**Transferability errors of a Te pseudopotential against hole shell and charge**

The table holds all-electron excitation energies and all-electron minus pseudo errors for seven ionised configurations of Te (ld1.x, Troullier-Martins, PBE, scalar-relativistic, spin-unpolarised). The program tests the Janak expansion, in which the error starts quadratically with the number of electrons removed, by fitting the five 5p rows with a pure quadratic and two three-term polynomials. The pure quadratic misses the sign change and errs by up to 1.7 meV, while the zero-slope polynomial stays within 0.3 meV. The 4d hole is off by 5.5 % of the energy beyond the linear term, against less than 0.06 % for the 5s and 5p holes. A crude Slater-orbital estimate of core relaxation gives the larger effect for the 4d hole, but neither its absolute size nor the size of the contrast can be trusted.

Calculated values. Tests of a Te pseudopotential made with ld1.x 7.5 (PBE, scalar-relativistic, spherical atom): separable Troullier-Martins form, [Kr] core, reference valence 4d10 5s2 5p4, radii 1.6 (s), 2.15 (p) and 1.3 bohr (d), p channel local, Bessel-form core correction with radius 1.15 bohr. Energies are relative to the reference configuration; errors are all-electron minus pseudo.

## Script

```python
# Table: Te Troullier-Martins pseudopotential, ld1.x, PBE, scalar-relativistic, unpolarised;
# all-electron (AE) excitation energies and errors AE - pseudo. Tested: Janak expansion,
# quadratic onset of the error, channel versus charge, crude frozen-core estimate.
T = {
    'test_configuration': ['4d10 5s2 5p3', '4d10 5s2 5p2', '4d10 5s2 5p1', '4d10 5s2 5p0', '4d10 5s1 5p4', '4d9 5s2 5p4', '4d10 5s2 5p3.5'],
    'test_spin_polarised': ['no', 'no', 'no', 'no', 'no', 'no', 'no'],
    'excitation_energy_all_electron': [9.7288, 27.653, 54.551, 91.034, 19.571, 49.254, 3.8975],  # eV
    'excitation_error': [-0.3129, 3.524, 12.37, 21.01, 0.08163, -418.1, -0.5442],  # meV
}
import re
import numpy as np
from scipy.constants import physical_constants as pc
from scipy.special import gammainc
from scipy.integrate import quad
Ry = pc['Rydberg constant times hc in eV'][0]; Ha = 2*Ry
ref = {'4d': 10.0, '5s': 2.0, '5p': 4.0}
lev = {'5s': 1.11044, '5p': 0.43755, '4d': 3.06149}  # |level| in Ry: further outputs of same run (400 Ry)
rows = []
for c, E, d in zip(T['test_configuration'], T['excitation_energy_all_electron'], T['excitation_error']):
    occ = {k: float(v) for k, v in re.findall(r'(\d[spd])([\d.]+)', c)}
    sh = [k for k in ref if abs(occ[k]-ref[k]) > 1e-9][0]
    rows.append((sh, ref[sh]-occ[sh], E, d))
rows.sort(key=lambda r: (r[0], r[1]))
print('1 microRy = %.4f meV (apparent print step; not the numerical noise)' % (Ry*1e-3))
print('levels eV: ' + ', '.join('%s %.3f' % (k, -v*Ry) for k, v in lev.items()))
print('hole q | E eV | err meV | err microRy | err/E % | E-q|eps| eV | err/that % | err/q^2 meV')
for sh, q, E, d in rows:
    R = E - q*lev[sh]*Ry
    print('%s %.1f | %.3f | %.3f | %.1f | %.4f | %.3f | %.4f | %.2f'
          % (sh, q, E, d, d/(Ry*1e-3), d/E/10, R, d/R/10, d/q**2))
q, E, d = (np.array([r[i] for r in rows if r[0] == '5p']) for i in (1, 2, 3))
def fit(y, pw):
    A = np.array([q**p for p in pw]).T
    c = np.linalg.lstsq(A, y, rcond=None)[0]
    return c, y - A @ c
c, r = fit(E, (1, 2, 3, 4)); ep = lev['5p']*Ry
print('AE 5p energies, powers 1-4, coef eV:', np.round(c, 4), 'max resid %.4f eV' % abs(r).max())
print('slope at q=0 %.3f eV vs 5p level %.3f eV: %.2f %%; curvature U %.2f eV'
      % (c[0], ep, 100*(c[0]/ep-1), 2*c[1]))
slope = c[0]
print('fits of 5p error (meV), residuals for q =', q)
for pw in ((2,), (2, 3, 4), (1, 2, 3)):
    c, r = fit(d, pw)
    print(' powers', pw, 'coef', np.round(c, 3))
    print('   resid', np.round(r, 2), 'rms %.2f, worst q=%.1f' % (np.sqrt(np.mean(r**2)), q[np.argmax(abs(r))]))
q0, d0, E0 = np.r_[0, q], np.r_[0, d], np.r_[0, E]
print('step | AE energy per electron eV | error per electron meV')
for i in range(len(q)):
    w = q0[i+1]-q0[i]
    print(' %.1f->%.1f | %.3f | %.2f' % (q0[i], q0[i+1], (E0[i+1]-E0[i])/w, (d0[i+1]-d0[i])/w))
for i in (2, 3):
    print('local exponent q %.0f->%.0f: %.2f' % (q[i], q[i+1], np.log(d[i+1]/d[i])/np.log(q[i+1]/q[i])))
dd = [r[3] for r in rows if r[0] == '4d'][0]
oth = max(abs(r[3]) for r in rows if r[0] != '4d')
print('|4d err| / largest other = %.1f; / |5p q=1 err| = %.0f' % (abs(dd)/oth, abs(dd/d[1])))
# crude nodeless Slater orbitals (Slater's rules): breathing of 8 4s4p electrons in the hole's field
Z = 52
orb = {'4sp': (3.7, Z-7*.35-18*.85-10), '4d': (3.7, Z-9*.35-36), '5sp': (4.0, Z-5*.35-18*.85-28)}
print('Slater peak radii bohr: ' + ', '.join('%s %.2f' % (k, n*n/z) for k, (n, z) in orb.items()))
nc, zc = orb['4sp'][0], orb['4sp'][1]/orb['4sp'][0]
rho = lambda x: x**(2*nc)*np.exp(-2*zc*x)
N = quad(rho, 0, 10)[0]; rel = {}
for k in ('4d', '5sp'):
    n, z = orb[k][0], orb[k][1]/orb[k][0]
    g = quad(lambda x: rho(x)*gammainc(2*n+1, 2*z*x)/x, 1e-6, 10)[0]/N
    rel[k] = -8*g*g/(2*zc**2)*Ha*1e3   # -(dV/dlambda)^2/(4T), T = zeta^2/2
    print('hole %s: <Q/r> %.2g Ha, core relaxation %.1g meV (order of magnitude only)' % (k, g, rel[k]))
print('crude ratio 4d/5sp %.0e; crude 4d / table 4d error %.1g' % (rel['4d']/rel['5sp'], rel['4d']/dd))
assert dd < 0 and abs(dd) > 10*oth
assert np.all(d[q < 1.5] < 0) and np.all(d[q > 1.5] > 0) and np.all(np.diff(d[q > 1.5]) > 0)
assert abs(slope/ep - 1) < 0.02
assert all(str(s).lower() in ('no', 'false') for s in T['test_spin_polarised'])
```

It prints:

```
1 microRy = 0.0136 meV (apparent print step; not the numerical noise)
levels eV: 5s -15.108, 5p -5.953, 4d -41.654
hole q | E eV | err meV | err microRy | err/E % | E-q|eps| eV | err/that % | err/q^2 meV
4d 1.0 | 49.254 | -418.100 | -30729.8 | -0.8489 | 7.600 | -5.5011 | -418.10
5p 0.5 | 3.897 | -0.544 | -40.0 | -0.0140 | 0.921 | -0.0591 | -2.18
5p 1.0 | 9.729 | -0.313 | -23.0 | -0.0032 | 3.776 | -0.0083 | -0.31
5p 2.0 | 27.653 | 3.524 | 259.0 | 0.0127 | 15.747 | 0.0224 | 0.88
5p 3.0 | 54.551 | 12.370 | 909.2 | 0.0227 | 36.691 | 0.0337 | 1.37
5p 4.0 | 91.034 | 21.010 | 1544.2 | 0.0231 | 67.221 | 0.0313 | 1.31
5s 1.0 | 19.571 | 0.082 | 6.0 | 0.0004 | 4.463 | 0.0018 | 0.08
AE 5p energies, powers 1-4, coef eV: [ 5.9382  3.6246  0.1743 -0.0073] max resid 0.0010 eV
slope at q=0 5.938 eV vs 5p level 5.953 eV: -0.25 %; curvature U 7.25 eV
fits of 5p error (meV), residuals for q = [0.5 1.  2.  3.  4. ]
 powers (2,) coef [1.302]
   resid [-0.87 -1.62 -1.69  0.65  0.17] rms 1.15, worst q=2.0
 powers (2, 3, 4) coef [-1.986  2.015 -0.298]
   resid [-0.28 -0.04  0.11 -0.06  0.01] rms 0.14, worst q=0.5
 powers (1, 2, 3) coef [-3.505  3.374 -0.294]
   resid [ 0.4   0.11 -0.61  0.46 -0.12] rms 0.39, worst q=2.0
step | AE energy per electron eV | error per electron meV
 0.0->0.5 | 7.795 | -1.09
 0.5->1.0 | 11.663 | 0.46
 1.0->2.0 | 17.924 | 3.84
 2.0->3.0 | 26.898 | 8.85
 3.0->4.0 | 36.483 | 8.64
local exponent q 2->3: 3.10
local exponent q 3->4: 1.84
|4d err| / largest other = 19.9; / |5p q=1 err| = 1336
Slater peak radii bohr: 4sp 0.56, 4d 1.07, 5sp 2.30
hole 4d: <Q/r> 0.12 Ha, core relaxation -4e+01 meV (order of magnitude only)
hole 5sp: <Q/r> 0.0026 Ha, core relaxation -0.02 meV (order of magnitude only)
crude ratio 4d/5sp 2e+03; crude 4d / table 4d error 0.09
```
